## Problem: 30 MeV $\pi^-$ on carbon as a Klein-Gordon Coulomb problem

A $\pi^-$ beam of kinetic energy $T=30$ MeV scatters elastically from a $^{12}$C nucleus ($Z=6$), modelled as a fixed point charge. Typical inputs: pion $mc^2=139.57$ MeV, nuclear mass $Mc^2=11175$ MeV, rms charge radii $R_C=2.47$ fm and $R_\pi=0.66$ fm. For estimates the forward strong amplitude is assumed real with $|f_N|=0.5$ fm.

(a) Find $\delta_l-\sigma_l$ for $l=0,1$, where $\sigma_l$ is the ordinary Coulomb phase. (b) Find $d\sigma/d\Omega$ and its ratio to Rutherford at $5^\circ$, $10^\circ$, $20^\circ$. (c) Where does the point-charge s wave fail? (d) Size what the model omits.

Conventions: $\gamma=Z\alpha$ (no Lorentz factor appears), $V=-\gamma\hbar c/r$, $k=p/\hbar$, $s=\sin(\theta/2)$, $q=2ps$, $1\ \text{b}=100\ \text{fm}^2$.

## Solution, as margin comments

**1. Kinematics.** $E=T+mc^2=169.57$ MeV, $pc=\sqrt{T(T+2mc^2)}=96.30$ MeV, $\beta=pc/E=0.5679$. With $\hbar c=197.33$ MeV fm, $k=0.4880\ \text{fm}^{-1}$, and $\gamma=0.04378$.

**2. Why the equation is Coulombic.** The potential enters squared: $[(E-V)^2-m^2c^4+\hbar^2c^2\nabla^2]\psi=0$. With $\psi=u_l(r)Y_{lm}/r$ and $\rho=kr$,
$$u''+\Big[1+\frac{2\nu}{\rho}-\frac{l(l+1)-\gamma^2}{\rho^2}\Big]u=0,\qquad \nu=\frac{\gamma E}{pc}=\frac{\gamma}{\beta}=0.07710 .$$
The cross term carries $E$ where the Schrödinger equation has $mc^2$. The $V^2$ term is attractive for either charge. Setting $l'(l'+1)=l(l+1)-\gamma^2$,
$$l'=-\tfrac12+\sqrt{(l+\tfrac12)^2-\gamma^2}.$$

**3. Which root.** Near the origin $u\sim\rho^{l'+1}$ or $\rho^{-l'}$. For $l=0$, $l'$ is slightly negative, so both vanish at $r=0$ and "$u(0)=0$" selects nothing. Smear the charge over a radius $R$: matching at $R$ admixes the second solution with weight of order $(kR)^{2l'+1}$, which vanishes as $R\to0$.

**4. Origin of $e^{i\pi(l-l')}$.** The chosen solution, $\rho^{l'+1}e^{i\rho}\,{}_1F_1(l'+1-i\nu;2l'+2;-2i\rho)$, is asymptotically proportional to $\sin[\rho+\nu\ln2\rho-l'\pi/2+\arg\Gamma(l'+1-i\nu)]$. The angular factor is still $P_l$ with integer $l$, so the phase is defined against $\sin[\rho+\nu\ln 2\rho-l\pi/2+\delta_l]$:
$$e^{2i\delta_l}=\frac{\Gamma(l'+1-i\nu)}{\Gamma(l'+1+i\nu)}\,e^{i\pi(l-l')} .$$
Repulsion means $\nu\to-\nu$ with $l'$ unchanged. At $l'=l$ this is $e^{2i\sigma_l}$.

**5. Part (a).** For $l=0$: $l-l'=1.921\times10^{-3}$, $\sigma_0=44.32$ mrad. The factor $\pi(l-l')/2$ gives $3.017$ mrad and the shifted gamma function $0.243$ mrad, so $\delta_0-\sigma_0=3.260$ mrad. For $l=1$: $l-l'=6.392\times10^{-4}$ and $\delta_1-\sigma_1=1.036$ mrad.

**6. Which Rutherford.** For $\theta\neq0$ the amplitude is the Abel sum $f=(2ik)^{-1}\sum_l(2l+1)e^{2i\delta_l}P_l(\cos\theta)$. With $\sigma_l$ in place of $\delta_l$ it gives
$$f_C=\frac{\nu}{2ks^2}\,s^{2i\nu}e^{2i\sigma_0},\qquad \sigma_R=|f_C|^2=\Big(\frac{\gamma\hbar c}{2pc\,\beta s^2}\Big)^2 ,$$
with relativistic $p$ and $\beta$. Here $\nu/2k=0.07899$ fm.

**7. The first correction.** Since $l-l'\simeq\gamma^2/(2l+1)$,
$$e^{2i\delta_l}\simeq e^{2i\sigma_l}\Big[1+\frac{\gamma^2}{2l+1}\big(i\pi+2i\nu\,\psi'(l+1)\big)\Big],$$
where $\psi'$ is the trigamma function and $\psi(l+1+i\nu)-\psi(l+1-i\nu)\simeq2i\nu\psi'(l+1)$ was used. The factor $2l+1$ cancels in the sum. At lowest order in $\nu$ the generating function gives $\sum P_l=1/(2s)$, so
$$f_1=\frac{\pi\gamma^2}{4ks}=\frac{\pi\gamma^2\hbar}{2q}.$$
This is also the Born amplitude of the $\gamma^2/r^2$ term, $\gamma^2\int_0^\infty dr\,\sin(qr/\hbar)/(qr/\hbar)$. Then $f_1/|f_C|=\pi\gamma^2s/2\nu=\pi\gamma\beta s/2$, and
$$\frac{\sigma}{\sigma_R}=1\pm\pi Z\alpha\beta\sin\frac{\theta}{2}+\dots$$
The upper sign is attraction: $f_1$ keeps its sign under charge reversal and $f_C$ flips. For $\pi^-$, $\Delta_1=\pi\gamma\beta s$ with $\pi\gamma\beta=0.07812$.

**8. Order $\gamma^2$.** The trigamma term gives $f_2=\nu\gamma^2S/k$ with $S=\sum\psi'(l+1)P_l$. Insert $\psi'(l+1)=-\int_0^1 t^l\ln t\,dt/(1-t)$, sum, and put $t=e^{-2y}$:
$$S=\int_0^\infty\frac{y\,dy}{\sinh y\sqrt{\sinh^2y+s^2}}=-\frac1s\int_0^s\frac{\ln t}{1-t^2}\,dt .$$
The second form follows because $d(sS)/ds$, integrated by parts in $y$, equals $-\ln s/(1-s^2)$. The $O(\nu)$ phase of $f_1/f_C$ is imaginary and drops out at this order, so
$$\Delta_2=\tfrac14\Delta_1^2+4\gamma^2s^2S,$$
even in the charge. At $10^\circ$, $S=3.447$.

**9. The phase that the Born series hides.** Keep $e^{2i\sigma_l}$ in $f_1$. The beta integral $e^{2i\sigma_l}=\Gamma(2i\nu)^{-1}\int_0^1t^{l-i\nu}(1-t)^{2i\nu-1}dt$ (continued from $\mathrm{Im}\,\nu<0$) and $w=\sinh y$ give
$$\sum_le^{2i\sigma_l}P_l=\frac{1}{\Gamma(2i\nu)}\int_0^\infty\frac{(2w)^{2i\nu}\,dw}{2w\sqrt{1+w^2}\sqrt{w^2+s^2}} .$$
For small $s$ the region $w\sim s$ yields $s^{2i\nu-1}\Gamma(\tfrac12-i\nu)/[2\Gamma(\tfrac12+i\nu)]$. The factor $s^{2i\nu}$ matches that of $f_C$, so $\Delta_1\to\Delta_1\cos\chi$ with
$$e^{i\chi}=\frac{\Gamma(\frac12-i\nu)\,\Gamma(1+i\nu)}{\Gamma(\frac12+i\nu)\,\Gamma(1-i\nu)},\qquad \chi\simeq4\nu\ln2 .$$
Here $\chi=0.2116$ rad and $\cos\chi=0.978$. The term $\Delta_3=\Delta_1(\cos\chi-1)$ is of third order but linear in $s$, so it rivals $\Delta_2$. The region $w\sim1$ adds $-i\nu e^{2i\sigma_0}/(1-2i\nu)$ to the sum, which changes the ratio by about $4s\nu^2(1-\ln s)\Delta_1=5\times10^{-5}$ at $10^\circ$. That is left out and limits the digits below.

**10. Part (b).** The ratio is $1+\Delta_1+\Delta_2+\Delta_3$.

| $\theta$ | $5^\circ$ | $10^\circ$ | $20^\circ$ |
|---|---|---|---|
| $s$ | 0.04362 | 0.08716 | 0.1736 |
| $q$ (MeV/$c$) | 8.40 | 16.79 | 33.45 |
| $\lvert f_C\rvert$ (fm) | 41.51 | 10.40 | 2.619 |
| $\sigma_R$ (b/sr) | 17.23 | 1.081 | 0.06861 |
| $\Delta_1$ (%) | 0.341 | 0.681 | 1.357 |
| $\Delta_2$ (%) | 0.006 | 0.021 | 0.069 |
| $\Delta_3$ (%) | −0.008 | −0.015 | −0.030 |
| $\sigma/\sigma_R$ | 1.0034 | 1.0069 | 1.014 |
| $d\sigma/d\Omega$ (b/sr) | 17.29 | 1.089 | 0.0696 |

For a silicon target ($Z=14$, same beam, $10^\circ$) the model has $\sigma_R=5.89$ b/sr, $\Delta_1=1.59\,\%$ and $\cos\chi=0.89$, so the plain first-order formula is already less adequate.

**11. Part (c).** For $l=0$ the root turns imaginary when $\gamma>\tfrac12$, that is $Z>1/(2\alpha)=68.5$, from thulium ($Z=69$) on. Then $u\sim r^{1/2}\cos(\mu\ln r+\phi)$ with $\mu=\sqrt{\gamma^2-1/4}$. Both solutions are equally singular, the admixture of comment 3 has modulus of order one and a phase that rotates endlessly as $R\to0$, and $\delta_0$ has no limit. Only $\gamma^2$ enters, so this holds for $\pi^+$ too. It is a defect of the point charge, since a finite $R$ fixes $\phi$. Carbon is far from the threshold, but $kR_C=1.2$, so the $\delta_0$ of part (a) is the model's and not that of the nucleus.

**12. Part (d): small omissions.** Recoil alters $\Delta_1$ by a relative amount of order $E/Mc^2=0.015$ and $\sigma_R$ by order $s^2E/Mc^2=1.2\times10^{-4}$ at $10^\circ$. Atomic screening acts at the Thomas-Fermi length $a=0.885\,a_0Z^{-1/3}$, and $qa/\hbar=2.2\times10^3$ at $10^\circ$ makes it negligible.

**13. Part (d): rivals.** Each of three terms is given to leading order as a relative change of $\sigma_R$.

- Vacuum polarisation (Uehling, $q\gg m_ec$, $m_ec^2=0.511$ MeV): $\frac{2\alpha}{3\pi}\big[\ln(q^2/m_e^2c^2)-\tfrac53\big]$.
- Charge radii, from $F\simeq1-q^2\langle r^2\rangle/6\hbar^2$ for each particle: $-q^2(R_C^2+R_\pi^2)/3\hbar^2$.
- Coulomb-nuclear interference: $\pm2|f_N|/|f_C|$.

| term (%) | $5^\circ$ | $10^\circ$ | $20^\circ$ |
|---|---|---|---|
| vacuum polarisation | 0.61 | 0.82 | 1.04 |
| charge radii | −0.39 | −1.6 | −6.3 |
| strong, assumed $f_N$ | ±2.4 | ±9.6 | ±38 |

All three match or exceed $\Delta_1$, apart from vacuum polarisation at $20^\circ$, which is slightly smaller. Size also reaches $\Delta_1$ itself: the range $r<R_C$ supplies a fraction of about $2qR_C/\pi\hbar=0.13$ of the Born integral for $f_1$ at $10^\circ$. There $f_1=0.0354$ fm only. It exceeds the assumed $f_N$ for $q/\hbar<\pi\gamma^2/2|f_N|$, that is $\theta<0.71^\circ$, where $\Delta_1$ has shrunk to $0.048\,\%$. Comparing charges helps in part: the model's $\pi^-/\pi^+$ ratio at $10^\circ$ exceeds unity by about $2\Delta_1\cos\chi=1.3\,\%$, and vacuum polarisation and radii cancel from it at leading order, but the strong interference doubles.

**14. Reading the answer.** The values $1.089$ b/sr and $1.0069$ at $10^\circ$ belong to the point-charge Klein-Gordon model. For real carbon at this energy the forward strong amplitude is typically some tenths of a fermi up to about one fermi and typically interferes constructively for $\pi^-$. The model then falls short by roughly a tenth at $10^\circ$ and by some tens of per cent at $20^\circ$.